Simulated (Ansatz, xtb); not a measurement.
# Two isomers of BH8NSi2

Structure I is `B[SiH2]N[SiH3]`, a singlet and structure II is `BN([SiH3])[SiH3]`, a singlet. Both are isolated molecules in the gas phase, relaxed with PBE0-D3(BJ)/def2-SVP; the shapes shown needn't be the lowest conformers.

I (Å):

| atom | x (Å) | y (Å) | z (Å) |
| --- | --- | --- | --- |
| B | -0.1240 | -1.6973 | -0.2006 |
| N | 1.3079 | 0.8088 | -1.3875 |
| Si | 0.1859 | -0.4741 | -1.7645 |
| Si | 2.1331 | 1.1125 | 0.1150 |
| H | -0.8849 | -2.6276 | -0.3333 |
| H | 0.4046 | -1.5667 | 0.8788 |
| H | 0.6737 | -1.3059 | -2.9187 |
| H | -1.1445 | 0.0741 | -2.2021 |
| H | 1.5154 | 1.4700 | -2.1303 |
| H | 1.1874 | 1.3605 | 1.2484 |
| H | 3.0165 | -0.0246 | 0.5240 |
| H | 2.9761 | 2.3299 | -0.0847 |

II (Å):

```yaml
atoms:
  - { symbol: B, position_ang: [-1.5037, -0.2808, 0.1474] }
  - { symbol: N, position_ang: [-0.8565, 0.8372, -0.4231] }
  - { symbol: Si, position_ang: [-1.6141, 1.8286, -1.6779] }
  - { symbol: Si, position_ang: [0.7710, 1.2144, 0.1751] }
  - { symbol: H, position_ang: [-2.6156, -0.6017, -0.2089] }
  - { symbol: H, position_ang: [-0.9277, -0.9198, 1.0054] }
  - { symbol: H, position_ang: [-0.7697, 1.8180, -2.9104] }
  - { symbol: H, position_ang: [-1.7259, 3.2423, -1.2078] }
  - { symbol: H, position_ang: [-2.9635, 1.2755, -1.9733] }
  - { symbol: H, position_ang: [1.2486, 2.4236, -0.5618] }
  - { symbol: H, position_ang: [1.7005, 0.0788, -0.0856] }
  - { symbol: H, position_ang: [0.7362, 1.5084, 1.6359] }
```

Quicker runs give these differences E(II) − E(I): GFN2-xTB −38.5 kcal/mol; HF/STO-3G −52.1 kcal/mol (at GFN2-xTB geometries); r2SCAN-D4/def2-SVP −39.7 kcal/mol (at GFN2-xTB geometries).

Problem. Estimate E(II) − E(I) at the level CCSD(T)/def2-SVP + ΔMP2/def2-TZVPP.

Solution. Calculated at CCSD(T)/def2-SVP + ΔMP2/def2-TZVPP: E(II) − E(I) = −37.2 kcal/mol, so structure II lies lower.

How the difference moves with the method:

```json
{"level": "GFN2-xTB", "geometry": "GFN2-xTB", "E(II) − E(I) (kcal/mol)": "−38.5", "departure from the last row (kcal/mol)": "−1.4", "job, with rough time for the two": "optimisation, 0.68 s"}
{"level": "HF/STO-3G", "geometry": "GFN2-xTB", "E(II) − E(I) (kcal/mol)": "−52.1", "departure from the last row (kcal/mol)": "−14.9", "job, with rough time for the two": "single point, 0.53 s"}
{"level": "r2SCAN-D4/def2-SVP", "geometry": "GFN2-xTB", "E(II) − E(I) (kcal/mol)": "−39.7", "departure from the last row (kcal/mol)": "−2.5", "job, with rough time for the two": "single point, 4.1 s"}
{"level": "PBE0-D3(BJ)/def2-SVP", "geometry": "PBE0-D3(BJ)/def2-SVP", "E(II) − E(I) (kcal/mol)": "−36.8", "departure from the last row (kcal/mol)": "+0.4", "job, with rough time for the two": "optimisation, 2.2 min"}
{"level": "HF/def2-SVP", "geometry": "PBE0-D3(BJ)/def2-SVP", "E(II) − E(I) (kcal/mol)": "−37.4", "departure from the last row (kcal/mol)": "−0.2", "job, with rough time for the two": "part of the CCSD(T) run"}
{"level": "MP2/def2-SVP", "geometry": "PBE0-D3(BJ)/def2-SVP", "E(II) − E(I) (kcal/mol)": "−41.8", "departure from the last row (kcal/mol)": "−4.6", "job, with rough time for the two": "part of the CCSD(T) run"}
{"level": "CCSD(T)/def2-SVP", "geometry": "PBE0-D3(BJ)/def2-SVP", "E(II) − E(I) (kcal/mol)": "−40.5", "departure from the last row (kcal/mol)": "−3.3", "job, with rough time for the two": "single point"}
{"level": "CCSD(T)/def2-SVP + ΔMP2/def2-TZVPP", "geometry": "PBE0-D3(BJ)/def2-SVP", "E(II) − E(I) (kcal/mol)": "−37.2", "departure from the last row (kcal/mol)": "", "job, with rough time for the two": "single point, 29 s"}
```

As drawn, II has 1 B–N, 1 Si–H in place of 1 B–Si, 1 N–H.

None of the levels shown reverses the order. The largest departure from CCSD(T)/def2-SVP + ΔMP2/def2-TZVPP is that of HF/STO-3G, 14.9 kcal/mol. The last row adds to CCSD(T) the change of the MP2 difference between the two basis sets, here +3.3 kcal/mol, a large step that makes the value less sure.

With harmonic frequencies from PBE0-D3(BJ)/def2-SVP (ideal gas, rigid rotor, one conformer each, 298.15 K, 1 atm): on the last row, ΔE + ΔZPE = −36.9, ΔH = −37.4, ΔG = −36.0 kcal/mol.

The correlated steps freeze 12 core orbitals. Codes used: Ansatz 0.2.0, xtb 6.7.1; the last row on 2 threads of Intel(R) Xeon(R) Processor @ 2.70GHz on a shared host.

Structure II, the aminoborane H2B–N(SiH3)2, lies well below the borylsilane H2B–SiH2–NH–SiH3, and the thermal terms barely alter the gap. The main reason is the B–N bond: it is strong and polar, and the nitrogen lone pair can donate into the empty boron p orbital. The nearly coplanar BH2 and NSi2 units in II suit this π overlap. In I a saturated silicon separates boron from nitrogen, leaving the boron without that direct donation. The gain evidently outweighs the loss of a strong N–H bond, while exchanging B–Si for Si–H probably helps too.

The close match between HF/def2-SVP and the final value looks like cancellation rather than a sign that correlation is unimportant: in the small basis, CCSD(T) favours II more than HF does, and the basis correction takes back all of this and slightly more. The preference for II is therefore much better supported than its exact size. It is a thermodynamic preference only, as no barrier for converting I into II was computed.
